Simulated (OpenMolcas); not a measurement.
## How methods differ on CH4BFO2 (SMILES COB(O)F)

CH4BFO2: 9 atoms, total charge 0, spin state singlet. As SMILES, `COB(O)F`. The coordinates come from a PBE0-D4/def2-TZVP relaxation. This is one conformer, not always the lowest.

Each level gives the vertical ionisation energy (to the doublet cation) (eV). The values are calculated.

```tsv
level	kind	program	value (eV)	CPU time (all runs)
HF/def2-SVP	Hartree–Fock	OpenMolcas	10.61	19 s
SVWN5/def2-SVP	LDA	OpenMolcas	10.87	62 s
revPBE/def2-SVP	GGA	OpenMolcas	10.63	94 s
M06-L/def2-SVP	meta-GGA	OpenMolcas	10.92	2.2 min
r2SCAN/def2-SVP	meta-GGA	OpenMolcas	10.91	2.3 min
B3LYP/def2-SVP	global hybrid	OpenMolcas	11.09	93 s
BHLYP/def2-SVP	global hybrid	OpenMolcas	11.34	85 s
PBE0/def2-SVP	global hybrid	OpenMolcas	11.14	85 s
```

The values span 10.61 to 11.34 eV. Times are those of the runs behind each value, whatever else they computed, on shared processors of several kinds: orders of magnitude only.

Among the density functionals, the ionisation energy is highest for the global hybrids and rises with their share of exact exchange, from B3LYP (11.09 eV) through PBE0 to BHLYP (11.34 eV). Hartree–Fock breaks any simple extrapolation of that trend: with full exact exchange it gives the lowest value, 10.61 eV. Two different errors, both lowering the ionisation energy, probably account for this, as semilocal exchange overstabilises a hole spread over several atoms, while Hartree–Fock omits the correlation energy that is larger in the neutral molecule than in the cation. The near match between Hartree–Fock and revPBE (10.63 eV) is therefore no sign that either is reliable.

The electron most likely leaves an orbital of mainly oxygen lone-pair character, stabilised by π donation into the empty boron p orbital and by the electron-withdrawing fluorine. The choice of functional thus matters for a quantitative ionisation energy, but the spread among methods is not an error bar, since a shortcoming of the small common basis would shift all the values without showing up in it.
